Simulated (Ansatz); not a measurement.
Strength of the C–Ge bond: C4H12Ge → C4H9 + GeH3

Species: C4H12Ge `C[C](C)(C)[GeH3]`, singlet; C4H9 (tert-butyl radical) `C[C](C)C`, doublet; GeH3 `[GeH3]`, doublet. 

Shapes, held fixed at every level: PBE0-D4/def2-TZVP. Programs: Ansatz 0.2.0. Electronic energies: no zero-point or thermal term.

| level | kind | ΔE (kJ/mol) |
| --- | --- | --- |
| HF/def2-SVP | Hartree–Fock | +186.6 |
| HF/def2-TZVPP | Hartree–Fock | +185.6 |
| SPW92/def2-TZVPP | LDA | +341.3 |
| PBE-D4/def2-TZVPP | GGA | +289.7 |
| B2PLYP/def2-TZVPP | double hybrid | +288.2 |
| CCSD(T)/def2-SVP | coupled cluster or CI | +296.0 |
| CCSD/def2-SVP | coupled cluster or CI | +286.6 |
| MP2/def2-TZVPP | perturbation theory | +336.7 |

MP2/def2-TZVPP gives ΔE = +336.7 kJ/mol; the levels span +185.6 to +341.3. The median of the levels is +289.0. Hartree–Fock misses the correlation of the pair that is broken and comes out low. No measured value is set beside it here. Open shells run unrestricted unless RO is named. Relativity is left out for Ge unless named. Correlated rows may include outer-core shells of Ge, which these sets cover unevenly.

Homolysis of the C–Ge bond turns a shared σ pair into two unpaired electrons on separate fragments, so much of the bond energy is correlation energy that the radicals no longer have. The Hartree–Fock result hardly moves between the two basis sets, but that stability does not carry over to the correlated methods, whose description of the pair converges much more slowly. Triples raise the coupled-cluster value only from +286.6 to +296.0 kJ/mol, which suggests that no strong multireference character is at work. A larger basis would probably raise it further, so the closeness of PBE-D4 and B2PLYP to CCSD(T) may be partly fortuitous. The high MP2 value probably combines its larger basis with an overestimate of pair correlation, and the two cannot be separated here. LDA shows its familiar overbinding, favouring the more uniform density of the bonded molecule over the separated radicals. The calculations support a substantial covalent bond, but neither the median nor the agreement among the middle values fixes its strength closely.
